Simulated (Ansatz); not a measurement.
## From the elastic tensor of Si₆B to moduli and sound speeds

All numbers below come from Ansatz, DFT PBE, scalar-relativistic, plane waves, PAW. Settings: 420 eV plane-wave cutoff, Γ-centred 6×6×6 mesh, Gaussian smearing of 0.10 eV. No spin polarisation.

Space group R-3 (No. 148), trigonal, a = 9.766 Å, c = 9.074 Å. Around Si on its first site lie 1 B at 2.06 Å and 3 Si at 2.36–2.41 Å; around Si on its second site lie 4 Si at 2.35–2.36 Å; around B lie 1 B at 1.76 Å and 3 Si at 2.06 Å.

It was reached by relaxing an invented guess, and it needn't be the stable form of this composition. In a metal, frequencies and elastic constants depend on the k mesh and the smearing, soft modes and shear constants most.

Relaxed-ion constants (GPa, on the Cartesian axes of the calculation):
C11 = 161.9, C12 = 64.2, C13 = 56.6, C14 = 5.4, C15 = -11.7, C22 = 161.9, C23 = 56.6, C24 = -5.4, C25 = 11.7, C33 = 184.4, C44 = 39.8, C46 = 11.6, C55 = 39.8, C56 = 5.4, C66 = 48.8 GPa; the others vanish.

Density 2.384 g/cm³; 14 atoms in 249.84 Å³.

With S = C⁻¹: B_V = (C11+C22+C33+2(C12+C13+C23))/9, G_V = (C11+C22+C33−C12−C13−C23+3(C44+C55+C66))/15, 1/B_R = S11+S22+S33+2(S12+S13+S23), 15/G_R = 4(S11+S22+S33−S12−S13−S23)+3(S44+S55+S66); Hill is their mean. Then v_l = √((B+4G/3)/ρ), v_t = √(G/ρ), v_m = [(2/v_t³+1/v_l³)/3]^(−1/3) and Θ = (ħ/k_B)·v_m·(6π²n/V)^(1/3) for n atoms in the volume V; E = 9BG/(3B+G), ν = (3B−2G)/(2(3B+G)) and A^U = 5G_V/G_R + B_V/B_R − 6.

| Item | Value |
| --- | --- |
| Bulk modulus, Voigt / Reuss / Hill | 95.9 / 95.8 / 95.8 GPa |
| Shear modulus, Voigt / Reuss / Hill | 47.7 / 43.1 / 45.4 GPa |
| Young's modulus | 118 GPa |
| Poisson ratio | 0.295 |
| Pugh ratio B/G | 2.11 (over 1.75, the rule of thumb for ductile) |
| Universal anisotropy index | 0.54 |
| Longitudinal and transverse sound speeds | 8101 and 4366 m/s |
| Debye temperature from the mean sound speed | 555 K |

The framework resists compression about as well as elemental silicon but is clearly softer in shear, so boron's short bonds do not stiffen it overall. Volume change mainly loads bond stretching, whereas shear also tests the resistance to bond-angle change. That resistance is probably weakened here by distorted angles and by boron's electron deficiency, which would leave bonding states partly empty. The Debye temperature of 555 K, below that of silicon despite the lighter boron, follows from this, because the slow transverse waves dominate the mean speed.

The anisotropy lies almost wholly in shear, as the Voigt and Reuss bulk moduli nearly coincide. C33 exceeds C11, which suggests a contribution from the B–B pairs aligned with the threefold axis, though the orientation of the silicon network may matter as much.

The Pugh ratio of 2.11 reflects the low shear modulus and is weak evidence of ductility in a covalent network, where directional bonds usually hinder dislocation motion and favour cleavage.
